Solution key: analytic nuclear gradient of a G₀W₀ quasiparticle energy, with a model for the bond length of N₂⁺

Part 0. Premises and notation

(P1) The nuclei are clamped, and R is any one nuclear coordinate. A prime denotes the total derivative d/dR.

(P2) The reference is a closed-shell Hartree–Fock determinant in a finite basis of real, atom-centred functions with overlap matrix S. The orbital coefficients C obey CᵀSC = 1. Indices i, j, k label occupied spatial orbitals, a, b virtual ones, q, r, s, t, v either kind, and p is the occupied orbital that is ionised. The integrals (rs|tv) = ∬ φ_r(1)φ_s(1) [e²/(4πε₀r₁₂)] φ_t(2)φ_v(2) are in joule. The Fock matrix is

F_rs = h_rs + Σ_k [2(rs|kk) − (rk|sk)],  (1)

and canonical orbitals have F_rs = ε_r δ_rs.

(P3) Screening is singlet direct RPA. Over particle–hole pairs define D_ia,jb = δ_ij F_ab − δ_ab F_ij, K_ia,jb = (ia|jb) and P = D + 4K. The RPA matrices are A = D + 2K and B = 2K, so A − B = D and A + B = P. Adding and subtracting AX + BY = XΩ and BX + AY = −YΩ gives, with U = X + Y and V = X − Y,

PU = VΩ,  DV = UΩ,  UᵀV = 1,  (2)

where Ω is the diagonal matrix of excitation energies Ω_m and the last relation is the RPA normalisation. D is positive definite when there is a gap and K is positive semidefinite, being a matrix of Coulomb interactions between real charge distributions, so P is positive definite and every Ω_m is real and positive.

(P4) The correlation self-energy is that of G₀W₀, at real energy ω away from its poles:

Σ_rs(ω) = Σ_q,m w_rq,m w_sq,m / (ω − ε_q + s_q Ω_m),  w_rq,m = √2 Σ_ia (rq|ia) U_ia,m,  (3)

with s_q = +1 for occupied q and −1 for virtual q. The quasiparticle energy E solves the diagonal equation, without linearisation:

E = F_pp + Σ_pp(E).  (4)

Shorthand: w_qm = w_pq,m, x_q = E − ε_q, g_qm = 1/(x_q + s_qΩ_m), and d_qm = ε_q − s_qΩ_m for the poles.

Part 1. Implicit differentiation

Σ_pp depends on R through w and d, and again through its argument E(R). The chain rule applied to (4) gives E′ = F_pp′ + ∂Σ_pp/∂R + (∂Σ_pp/∂ω)E′, both partial derivatives being taken at ω = E. Solving for E′,

dE/dR = Z [dF_pp/dR + ∂Σ_pp/∂R at ω = E],  Z = 1/(1 − ∂Σ_pp/∂ω) = 1/(1 + Σ_qm w_qm² g_qm²).  (5)

The sum is non-negative, so 0 < Z ≤ 1 and the division is allowed. From (3),

∂Σ_pp/∂R = Σ_qm [2 w_qm g_qm w_qm′ + w_qm² g_qm² d_qm′].  (6)

The partial derivative holds only ω fixed. The quantities w′ and d′ are total derivatives and still contain the responses C′, U′ and Ω′.

Part 2. Equivalence with the Hellmann–Feynman derivative of the upfolded matrix

Build a real symmetric matrix H with one row for orbital p and one row for each pair (q,m): H_00 = F_pp, H_0,qm = H_qm,0 = w_qm, and d_qm on the remaining diagonal. Let Hc = Ec with cᵀc = 1. Row (q,m) reads w_qm c₀ + d_qm c_qm = E c_qm, so c_qm = w_qm g_qm c₀. Inserting this in row 0 and dividing by c₀ ≠ 0 returns (4). Normalisation gives c₀²(1 + Σ w²g²) = 1, that is

c₀ = √Z,  c_qm = √Z w_qm g_qm.  (7)

Differentiate E = cᵀHc. The terms in c′ give 2E cᵀc′, which vanishes because cᵀc is constant. Hence

E′ = cᵀH′c = Z F_pp′ + 2 Σ_qm c₀ c_qm w_qm′ + Σ_qm c_qm² d_qm′.  (8)

With (7) the last two sums are Z times (6), so (8) is identical to (5). Only the response of c has been removed so far. U and C are fixed by equations other than the stationarity of E, and their responses are of first order.

Part 3. The Lagrangian principle

Let E = f(ξ, R), with parameters ξ fixed by constraints e_α(ξ, R) = 0. Put L = f + Σ_α ζ_α e_α and choose the multipliers ζ so that ∂L/∂ξ = 0 at the reference geometry. Along any differentiable path ξ(R) that satisfies the constraints L = E, so

dE/dR = ∂L/∂R + (∂L/∂ξ)·ξ′ = ∂L/∂R.  (9)

The equations ∂L/∂ξ = 0 are linear in ζ and contain no derivative with respect to R, so they are solved once for all coordinates.

The orbitals will be varied freely, so H is written for non-canonical orbitals: its occupied block becomes F_ij δ_mn − δ_ij δ_mn Ω_m and its virtual block F_ab δ_mn + δ_ab δ_mn Ω_m. An orbital index has two possible roles. It is external where it stands for p in F_pp and in the first index of w_pq,m, and it is a summation index everywhere else. A rotation among occupied, or among virtual, summation indices is an orthogonal transformation of H, D and P and leaves E unchanged. The external orbital has no such freedom, because (4) keeps only the diagonal element: p must be the canonical orbital. The constraints are therefore the RPA equations, orthonormality, the Brillouin condition F_ai = 0, and F_pj = 0 for occupied j ≠ p. With V defined as (Uᵀ)⁻¹, (2) is equivalent to UᵀPU = Ω and VᵀDV = Ω: multiplying the first two relations of (2) from the left by Uᵀ and Vᵀ gives these forms, and the step is reversible. For M pairs these are two symmetric matrix equations, M(M+1) conditions for the M² + M unknowns U and Ω. Then

L = cᵀHc/cᵀc + tr λ(UᵀPU − Ω) + tr μ(VᵀDV − Ω) + 2 Σ_ai z_ai F_ai + 2 Σ_j≠p y_j F_pj − tr W(CᵀSC − 1),  (10)

with λ, μ and W symmetric. Stationarity in c holds by Part 2.

Part 4. RPA multipliers

Write δU = Uα with an arbitrary matrix α. Keeping UᵀV = 1 requires δV = −Vαᵀ. At the reference, δ(UᵀPU) = Ωα + αᵀΩ and δ(VᵀDV) = −Ωαᵀ − αΩ. The couplings change by δw_qn = Σ_m w_qm α_mn, so the first term of (10) changes by Σ_mn G_mn α_mn with G_mn = 2Z Σ_q w_qm w_qn g_qn. Collecting the coefficient of α_mn, and that of δΩ_m, for which ∂d_qm/∂Ω_m = −s_q,

G_mn + 2Ω_m λ_mn − 2Ω_n μ_mn = 0,  λ_mm + μ_mm = −Σ_q s_q c_qm².  (11)

For m ≠ n the (m,n) and (n,m) equations form a 2 × 2 system. Multiply the first by Ω_m and the second by Ω_n and subtract; then multiply the first by Ω_n and the second by Ω_m and subtract:

2(Ω_m² − Ω_n²) λ_mn = −(Ω_m G_mn − Ω_n G_nm),  2(Ω_m² − Ω_n²) μ_mn = Ω_m G_nm − Ω_n G_mn.

Bringing the g factors to a common denominator,

Ω_m g_qn − Ω_n g_qm = g_qm g_qn (Ω_m − Ω_n)[x_q + s_q(Ω_m + Ω_n)],
Ω_m g_qm − Ω_n g_qn = g_qm g_qn (Ω_m − Ω_n) x_q.

The factor Ω_m − Ω_n cancels, and with (7)

μ_mn = Σ_q c_qm c_qn x_q /(Ω_m + Ω_n),  λ_mn = −μ_mn − Σ_q s_q c_qm c_qn.  (12)

For m = n, (12) gives the required sum λ_mm + μ_mm directly, and λ_mm − μ_mm = −Σ_q c_qm² (x_q + s_qΩ_m)/Ω_m = −G_mm/(2Ω_m), so both equations (11) hold. Direct substitution shows that (12) also satisfies (11) when Ω_m = Ω_n with m ≠ n. The RPA multipliers are thus known in closed form in the RPA eigenbasis, and they stay finite for degenerate excitations because only sums Ω_m + Ω_n > 0 appear.

Part 5. Effective densities

With c, U, Ω, λ and μ fixed, L depends on the orbitals only through F, the two-electron integrals and CᵀSC. Define Π = UλUᵀ, Θ = VμVᵀ, N = Π + Θ, T_q,ia = Σ_m c_qm U_ia,m and κ = 2√(2Z). Since tr λUᵀPU + tr μVᵀDV = tr ND + 4 tr ΠK, the orbital-dependent part of L is Σ_rs γ̃_rs F_rs + Λ − tr W(CᵀSC − 1), where

γ_ij = Z δ_ip δ_jp + Σ_m c_im c_jm − Σ_a N_ia,ja,  γ_ab = Σ_m c_am c_bm + Σ_i N_ia,ib,  γ_ai = 0,  (13)

Λ = 4 Σ_ia,jb Π_ia,jb (ia|jb) + κ Σ_q,ia T_q,ia (pq|ia),  (14)

and γ̃ = γ + ȳ + z̄. Here ȳ and z̄ are the symmetric matrices whose only non-zero elements are ȳ_pj = ȳ_jp = y_j and z̄_ai = z̄_ia = z_ai; the two orderings supply the factors 2 in (10). The second term of (14) is 2c₀ Σ c_qm w_qm written out with (3). The trace of γ is Z + Σ c_qm² = 1, since the N terms cancel: a uniform shift of all Fock eigenvalues shifts E by the same amount, as (3) and (4) require.

Part 6. Orbital multipliers and the Z-vector equation

Vary φ_s → φ_s + Σ_r φ_r u_rs with unrestricted u. In (1) the indices r, s change, and so does the occupied index k, which appears twice in each integral. At the canonical reference

δF_tv = ε_v u_vt + ε_t u_tv + Σ_r,k 𝒜_tv,rk u_rk,  𝒜_tv,rs = 4(tv|rs) − (tr|vs) − (ts|vr).  (15)

For a symmetric matrix γ define J_rs[γ] = Σ_tv γ_tv 𝒜_tv,rs, which is symmetric in r and s because 𝒜 is. Let Q_rs = ∂Λ/∂u_rs, obtained by replacing orbital s by orbital r at each place where it occurs in (14):

Q_rs = δ_sp κ Σ_q,ia T_q,ia (rq|ia) + κ Σ_ia T_s,ia (pr|ia) + Q°_rs,
Q°_ri = 8 Σ_a,jb Π_ia,jb (ra|jb) + κ Σ_q,a T_q,ia (pq|ra),
Q°_ra = 8 Σ_i,jb Π_ia,jb (ir|jb) + κ Σ_q,i T_q,ia (pq|ir).  (16)

The factor 8 is 4 × 2, since Π is symmetric and the orbital may sit in either pair. The overlap term changes by −2 Σ W_rs u_rs. With n_s = 1 for occupied and 0 for virtual s, ∂L/∂u_rs = 0 reads

𝒳_rs ≡ 2ε_r γ̃_rs + n_s J_rs[γ̃] + Q_rs = 2W_rs.  (17)

W is symmetric, so (17) splits into the conditions 𝒳_rs = 𝒳_sr, which fix y and z, and the definition W = 𝒳/2. The antisymmetric part 𝒳_rs − 𝒳_sr is the derivative of L under a rotation of the pair (r,s). Three cases arise.

(i) Pairs (a,b), and pairs (i,j) with neither index equal to p. If the orbitals are rotated and the corresponding indices of U, V and c are rotated with them, every sum in L is unchanged; the y and z terms stay zero because they multiply Fock elements that vanish and mix only among themselves. L is stationary in U and c by Parts 2 and 4, so the orbital rotation alone has zero derivative too. These conditions hold identically and need no multiplier.

(ii) Pairs (j,p). The argument of (i) removes every contribution in which j and p act as summation indices, and J cancels because it is symmetric and both orbitals are occupied. The term Z F_pp has no off-diagonal element in (17). What remains is the y term and the first term of (16), which equals 2c₀ Σ_qm c_qm w_jq,m = 2Z Σ_jp(E) by (3) and (7). Thus 2(ε_j − ε_p) y_j + 2Z Σ_jp(E) = 0, or

y_j = Z Σ_jp(E)/(ε_p − ε_j).  (18)

This agrees with perturbation theory: an element δF_jp mixes orbital j into p with amplitude δF_jp/(ε_p − ε_j), and Σ_pp changes by twice this amplitude times Σ_jp. The multiplier is the price of discarding off-diagonal self-energy elements in (4).

(iii) Pairs (a,i). Here 𝒳_ai − 𝒳_ia = 2(ε_a − ε_i) z_ai + J_ai[γ̃] + Q_ai − Q_ia = 0. Since 𝒜 is symmetric in its first index pair, J_ai[z̄] = 2 Σ_bj 𝒜_bj,ai z_bj, and 𝒜_bj,ai = 𝒜_ai,bj for real orbitals. Dividing by 2,

(ε_a − ε_i) z_ai + Σ_bj 𝒜_ai,bj z_bj = −½ (J_ai[γ + ȳ] + Q_ai − Q_ia).  (19)

The matrix on the left is the symmetric orbital Hessian of coupled-perturbed Hartree–Fock theory, up to an overall constant factor. Equation (19) is the Z-vector equation in the sense of Handy and Schaefer (1984). Its right side is built from quantities at the reference geometry only.

Part 7. The gradient

All stationarity conditions are now met, in the order (7), (12), (18), (19), (17), each step using only results of earlier ones. By (9) only the explicit dependence on R survives. A superscript (R) marks a derivative of basis-function integrals, transformed with fixed C:

dE/dR = Σ_rs γ̃_rs F_rs^(R) + 4 Σ_ia,jb Π_ia,jb (ia|jb)^(R) + κ Σ_q,ia T_q,ia (pq|ia)^(R) − Σ_rs W_rs S_rs^(R),  (20)

F_rs^(R) = h_rs^(R) + Σ_k [2(rs|kk)^(R) − (rk|sk)^(R)].

The last term of (20) is the Pulay term that arises because the basis moves with the nuclei. A direct evaluation of (5) needs C′, U′ and Ω′ for each coordinate, which means one coupled-perturbed solution and one RPA response per coordinate. In (20) there is one set of multipliers per quasiparticle state, whatever the number of coordinates, and only (19) is a coupled linear system.

Part 8. From the quasiparticle energy to the cation surface

E is an energy difference. The cation surface is E₊(R) = E₀(R) − E(R), where E₀ is the total energy of the neutral molecule, which G₀W₀ does not fix; a choice must be stated. One choice built from the same matrices is E₀ = E_HF + E_c with E_c = ½ Σ_m Ω_m − ¼ tr(P + D), since A = (P + D)/2. For E_c the matrix G vanishes and the diagonal condition in (11) becomes λ_mm + μ_mm = ½, so λ = μ = ¼·1. Adding the explicit trace term gives Π = ¼(UUᵀ − 1) and Θ = ¼(VVᵀ − 1), to be used in Parts 5 to 7 with Z, c, T and y set to zero. E_HF is stationary in the orbitals and needs no z:

E_HF′ = 2 Σ_i h_ii^(R) + Σ_ij [2(ii|jj)^(R) − (ij|ij)^(R)] − 2 Σ_i ε_i S_ii^(R) + V_nn′,

with V_nn the nuclear repulsion. Equation (19) is linear, so the right sides for E_c and −E are added and one solution gives the whole cation gradient. The cation equilibrium is where

dE₀/dR = dE/dR.  (21)

At the neutral minimum the force that stretches the cation bond is therefore +dE/dR: a quasiparticle level that rises with R lengthens the bond on ionisation.

Part 9. Range of validity

(a) Equation (20) is the exact derivative of the E defined by (1) to (4) in the given basis. It says nothing about how close that E is to the exact ionisation energy.

(b) One root of (4) must be followed. Where a pole d_qm passes close to E, weight moves between neighbouring roots, Z falls, and the slope in (8) changes quickly towards that of the pole, so the surface of the main root is strongly curved there. The formula is useful for roots with Z near 1, as for outer-valence levels near equilibrium. Roots of H with c₀ = 0 are not solutions of (4).

(c) Equation (18) needs ε_p ≠ ε_j unless Σ_jp vanishes by symmetry. Crossings of orbitals of different symmetry, such as 3σg and 1πu in N₂, are harmless along a symmetry-preserving stretch. Near-degenerate orbitals of the same symmetry make y_j large, and the diagonal approximation itself fails. Displacements that split a degenerate level need degenerate perturbation theory.

(d) The matrix in (19) must be non-singular. It is positive definite when the reference is a minimum with respect to real closed-shell rotations, and it becomes singular at an instability of that kind. Far along the N–N stretch a single closed-shell determinant ceases to be an adequate reference, so the result applies near equilibrium.

(e) For a Kohn–Sham start, the external F_pp becomes the orbital energy plus the exchange self-energy minus the exchange–correlation potential, the off-diagonal elements of that difference add to Σ_jp in (18) and to the right side of (19), and 𝒜 contains the exchange–correlation kernel. For eigenvalue self-consistency every orbital energy in (3) and in D solves its own equation of type (4). Each needs one more multiplier, and all occupied and all virtual orbitals must be kept canonical because the invariance used in (i) is lost. The number of multiplier equations grows with the basis but remains independent of the number of nuclear coordinates.

Part 10. Numerical illustration: N₂ → N₂⁺ (3σg hole)

N₂ is a common process gas, and removal of a 3σg electron gives the ground state of N₂⁺. The model keeps p = 3σg and one RPA excitation, the Σu⁺ combination (πx→πx* + πy→πy*)/√2 of the 1πu → 1πg pairs. For this combination K = (πxπx*|πxπx*) + (πxπx*|πyπy*), and the bare coupling is v_q = √2 (pq|πxπx*), so that w_q = √2 v_q U. By symmetry q must be σu: the occupied i = 2σu and a virtual a = 3σu. Energies are in aJ (10⁻¹⁸ J) and slopes in nN (aJ/nm). The slopes are total derivatives along relaxed canonical orbitals, so the y, z and W contributions of (20) are already contained in them; the example exercises Parts 1, 2, 4, 5 and 8.

Inputs, value and slope:
ε_p = −2.77 aJ, +3.0 nN
ε_i = −3.40 aJ, −4.0 nN
ε_a = +4.00 aJ, −40 nN
D = 3.40 aJ, −30 nN
K = 0.80 aJ, +2.0 nN
v_i = 1.15 aJ, +2.0 nN
v_a = 0.70 aJ, +1.0 nN

ε_p and ε_i are approximate Hartree–Fock values; the rest are illustrative. The couplings were chosen to reproduce the typical ionisation energy and the slopes to reproduce the typical bond lengthening, so no agreement with the real molecule is claimed. Intermediate results are shown to extra figures for tracing, and unrounded values are carried.

Step 1, RPA. P = D + 4K = 6.60 aJ. With one pair, (2) gives Ω = √(DP) = 4.737 aJ, U² = D/Ω = 0.7177 and V² = 1/U². Then w_i² = 2v_i²U² = 1.898 aJ² and w_a² = 0.7034 aJ². The poles are d_i = ε_i − Ω = −8.137 aJ and d_a = ε_a + Ω = 8.737 aJ.

Step 2, quasiparticle equation. The root of (4) between the poles is E = −2.496 aJ, an ionisation energy of 15.58 eV in the model. There g_i = 0.1773 aJ⁻¹, g_a = −0.08902 aJ⁻¹, and the two terms of Σ_pp are +0.3365 aJ and −0.0626 aJ. From (5) and (7), Z = 0.9388, c_i² = 0.05601 and c_a² = 0.005233.

Step 3, multipliers. x_i = 0.9039 aJ and x_a = −6.496 aJ. From (12), μ = (c_i²x_i + c_a²x_a)/(2Ω) = 0.001755 and λ = −μ − (c_i² − c_a²) = −0.05253. Then Π = U²λ = −0.03770, Θ = μ/U² = 0.002446 and N = −0.03526.

Step 4, gradient. In the model

E′ = Z ε_p′ + c_i² ε_i′ + c_a² ε_a′ + N D′ + 4Π K′ + Σ_q (2Z w_q² g_q/v_q) v_q′,

where the coefficient of v_q′ is κT_q rewritten with (7). The numbers are 4Π = −0.1508, and 0.5494 and −0.168 for the coefficients of v_i′ and v_a′. The seven terms, in nN, are +2.816, −0.224, −0.209, +1.058, −0.302, +1.099 and −0.168, so

E′ = 4.070 nN.

In the form (5), ∂Σ_pp/∂R = 1.335 nN and the bracket is 4.335 nN; leaving out Z would overstate the slope by 6.5 %.

Step 5, size of the amplitude response. For one pair Ω′ = (U²P′ + V²D′)/2 with P′ = D′ + 4K′ = −22.0 nN, giving Ω′ = −28.79 nN. If U were frozen, D and K would act only through Ω and contribute (λ + μ)Ω′ = −0.05077 × Ω′ = 1.462 nN. The full D and K terms sum to 0.756 nN, so the response of U contributes −0.706 nN, which is 17 % of E′. Freezing U would give 4.776 nN. The multipliers carry this term without U′ being computed.

Step 6, bond length. Represent E₀ by a Morse curve D_e(1 − η)², η = exp[−β(R − R₀)], with typical N₂ parameters R₀ ≈ 109.8 pm, force constant k ≈ 2295 N/m and D_e ≈ 1.59 aJ. Since k = 2D_eβ² and 1 N/m = 1 aJ/nm², β = 26.86 nm⁻¹. Take E(R) linear with slope E′. One harmonic step gives ΔR = E′/k = 1.77 pm; the bare slope ε_p′ would give 1.31 pm in the same step. With the Morse curve, (21) reads 2D_eβ η(1 − η) = E′, so η(1 − η) = 0.04764. The root near 1 is η = ½[1 + √(1 − 4 × 0.04764)] = 0.9498, and ΔR = −(ln η)/β = 1.92 pm, 8 % above the harmonic step.

Step 7, neglected curvature. A term E″(R − R₀) on the right of (21) shifts the solution by E″ΔR/E₀″ to first order, where E₀″ = kη(2η − 1) = 1961 N/m at the new geometry. For an assumed |E″| = 200 N/m the shift is 0.20 pm, about a tenth of the lengthening, so two figures of ΔR are all that the single gradient supports. Re-evaluating (20) at each new geometry removes this limitation.

The model's result is a lengthening of 1.9 pm, from 109.8 pm in N₂ to 111.7 pm in N₂⁺, uncertain by about 0.2 pm through the assumed curvature and resting on slopes that were chosen to give a lengthening of the typical size.